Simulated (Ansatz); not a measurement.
Computed against measured: atomisation enthalpy at 298 K

6 molecules with halogens; the atomisation enthalpy at 298 K in kJ/mol, computed less measured. Shapes, held fixed at every level: PBE0-D4/def2-TZVP. Flexible molecules stand in one conformer, not always the lowest. Thermal terms are harmonic and unscaled (PBE0-D4/def2-TZVP); the spin-orbit lowering of the free atoms is taken from their spectra. Programs: Ansatz 0.2.0. Measured values: Active Thermochemical Tables, CRC Handbook of Chemistry and Physics, NIST-JANAF tables.

Levels: A = revPBE/def2-SVP; B = r2SCAN-D4/def2-TZVPP; C = MP2/def2-TZVPP.

```
                      molecule  from tabulated heats     A    B     C
         BI3 (boron triiodide)                   819   +28  +64  +100
       SiH2Br2 (dibromosilane)                  1300   -74  +15    -8
  SClO2F (SMILES O=S(=O)(F)Cl)                  1533  -165  +36   +41
          C2H3I (vinyl iodide)                  2064   -25   -1   -18
C2H3F3 (1,1,2-trifluoroethane)                  3057   -48  -53   -48
            C2H5I (iodoethane)                  2638   -53   -2   -36
```

(1) Sum up the errors.

## Answers

(1) 
```tsv
level	kind	mean error	mean absolute error	worst case
revPBE/def2-SVP	GGA	-56.2	65.5	SClO2F
r2SCAN-D4/def2-TZVPP	meta-GGA	+9.8	28.5	BI3
MP2/def2-TZVPP	perturbation theory	+5.2	41.8	BI3
```

On this set r2SCAN-D4/def2-TZVPP has the smallest mean absolute error and revPBE/def2-SVP the largest. revPBE/def2-SVP is too low in 5 of 6; MP2/def2-TZVPP is too low in 4 of 6. The molecules' own spin-orbit binding is left out, so errors for heavy halides read too negative. Heats of the atoms come from ATcT where it has them, that of boron, 570 kJ/mol, from recent work. The levels differ in basis as well as in method. With so many references in doubt the order of the levels isn't settled. The tabulated values of BI3, SiH2Br2, SClO2F, C2H3F3 are in doubt (older tables, estimates, or at odds with other calculations) and kept here. Correlated wave functions converge slowly with the basis. For atoms past krypton def2 sets carry core potentials with scalar relativity. Relativity is left out for Br. Outer-core shells of Br, I are correlated, in sets that cover them unevenly. The set is small.

The spread between levels is widest for SClO2F, from -165 to +41, and since all levels share one reference, doubt about that value cannot explain it. Sulfur(VI) bound to oxygen and fluorine needs flexible d functions to polarise its density into short, polar bonds, rather than as true valence orbitals. The small basis of revPBE probably accounts for much of its deficit there, though the functional may contribute.

For C2H3F3 the three levels nearly coincide, which suggests an overly large tabulated atomisation enthalpy more than a shared failure of such different methods. The small mean error of MP2 reflects cancellation, chiefly of BI3 and SClO2F against the other four, not uniform accuracy.

The two organic iodides give the cleaner test: r2SCAN-D4 lies close to experiment for both, while revPBE and MP2 underbind, more so in iodoethane. Its additional C–H bonds bring more electron pairs to correlate, a plausible source of the larger MP2 deficit. This supports r2SCAN-D4 for these two molecules, not for halides in general.
